Selenium attracts electrons more strongly than palladium does, so a Pd atom beside it might be expected to lose some. In the crystal InGaPdSe₂, computed here with density-functional theory, Pd instead ends up slightly negative, at −0.18 e. Gallium, in a site of the same shape, is the most positive atom of the cell.

InGaPdSe₂ at fixed atoms, computed with Ansatz 0.2.0: PBE, scalar-relativistic, PAW, plane waves up to 420 eV, no spin polarization, 12×12×12 k mesh, Gaussian smearing of 0.1 eV. The s, p and d electrons are Löwdin populations, summed by atom and angular momentum; Bader volumes leave out near-empty space.

```tsv
row	bader charge (e)	element	s electrons (e)	p electrons (e)	d electrons (e)	bader volume (Å³)
1	0.629	In	1.736	1.145	9.996	25.360
2	0.772	Ga	1.288	1.964	9.996	14.200
3	-0.176	Pd	1.986	5.992	9.336	19.300
4	-0.613	Se	1.801	4.367	10.000	25.680
5	-0.613	Se	1.801	4.367	10.000	25.680
```

The Bader charge is the charge left when the electron density is cut into atoms along its surfaces of minimum density. Positive values mean electrons lost. The two Se rows are copies of each other by symmetry, so the table holds four distinct charges.

The cell was made by exchanging elements in another structure, and the data here do not show whether it is stable. The crystal is a stack of layers. Ga and Pd alternate in a flat square net, with Se above and below it and In between these slabs. Each Ga touches four Se at 2.69 Å and four Pd at 2.73 Å; each Pd touches four Se and four Ga at the same two distances. Bond lengths and the number of contacts therefore cannot explain why the two charges differ by 0.95 e. What differs is the element and, with it, the partner in the net.

That partner offers a likely reason for the odd row. Selenium attracts electrons more strongly than palladium, and palladium more strongly than gallium. Pd should thus lose charge to its Se neighbours and gain it from its Ga neighbours, whereas Ga should lose on both sides. This makes Ga the most plausible source of the surplus on Pd. Indium cannot be ruled out: the nearest In is 4.18 Å away and does not touch Pd, but electrons it gives up can enter states that spread over the whole slab.

A simple estimate shows how close the balance is. Let each contact pass on a charge proportional to the difference in electronegativity $\chi$, the pull of an atom on shared electrons. The charge of atom $i$ is then

$$q_i = k\sum_j(\chi_j-\chi_i),$$

where the sum runs over its eight nearest neighbours $j$. What one atom loses another gains, so the cell stays neutral. Rough values of $\chi$ are 1.8 for In and Ga, 2.2 for Pd and 2.6 for Se.

For Pd, four Se contribute $4\times0.4$ and four Ga contribute $-4\times0.4$, which gives zero whatever the value of $k$. The exact zero rests on the rounded $\chi$: if that of Pd were 0.05 higher, the $k$ fitted below would give −0.05 e. For Ga, both groups pull the same way: $4\times0.8+4\times0.4=4.8$. A least-squares fit to In, Ga, Pd and one Se gives $k=0.117$ e, and hence $4.8\times0.117=0.56$ e for Ga. The calculation gives 0.77 e for this atom, which was itself part of the fit.

The estimate can thus account for Pd being far less positive than the other two metals, but not for its falling below zero. Counting only the contacts with Se does worse: fitted in the same way, it makes Pd positive, at +0.18 e. Yet a still simpler rule, which ignores neighbours and compares each element with the average electronegativity of the cell, fits the four charges somewhat better than the full count of contacts. The charges therefore agree with a balance between givers and takers at Pd, but they do not establish that it is struck contact by contact.

Part of the remaining surplus may come from the way space is divided. Bader surfaces can assign some charge even to neutral atoms that merely overlap, because a compact, electron-rich atom claims space from a more diffuse neighbour. The sign on Pd is thus a statement about where the density lies, not an oxidation state.

Nor does the surplus appear in the 4d population of Pd. A free Pd atom has ten 4d electrons, while the crystal shows 9.34, so the extra density probably lies outside that shell. It may have Pd 5s and 5p character, or consist of tails of Ga and Se orbitals that reach into the space given to Pd. The s and p columns cannot decide this, because for Pd they count the filled 4s and 4p shells beneath the valence electrons. Nor should the three populations be added up to give a charge. They leave out the 5s and 5p shells of Pd, and they share out overlapping density by orbital, not by region of space. For Ga and Pd the sums would reverse the signs of the Bader charges.

Indium is the second irregular row. It has eight Se neighbours and no Pd, and the count of contacts therefore makes it more positive than Ga. In the calculation it is less positive, at 0.63 e. Its Se neighbours are 3.29 Å away, much farther than those of Ga, and orbitals overlap less at such a distance. The model counts each of these long contacts as a full one and so may overrate them. Distance alone need not keep a charge small, though: large alkali ions also sit far from their neighbours, yet give up nearly a whole electron.

The s electrons suggest a further reason. A free In or Ga atom has two valence s electrons and one p electron. In the crystal In keeps 1.74 of its s electrons, while Ga keeps only 1.29. Short bonds can draw the s pair of Ga into the bonding, while the long contacts of In leave most of its pair in place. A largely kept s pair resembles monovalent indium, which has given up only its p electron. That would hold the charge to about +1 e at most, however many Se atoms surround it. In and Ga both lie below this limit, though, so it cannot by itself place In below Ga. Nor does the p column show the loss of a p electron: In holds 1.145 there, perhaps because such populations also count parts of neighbouring orbitals that reach over the atom. And with one site for each element, the table cannot separate the effect of the site from that of the atom.

In this cell, then, Pd sits between a stronger and a weaker attractor of electrons. Counting selenium alone gives its charge the wrong sign; adding gallium brings the estimate to about zero, and the last step below zero remains open.
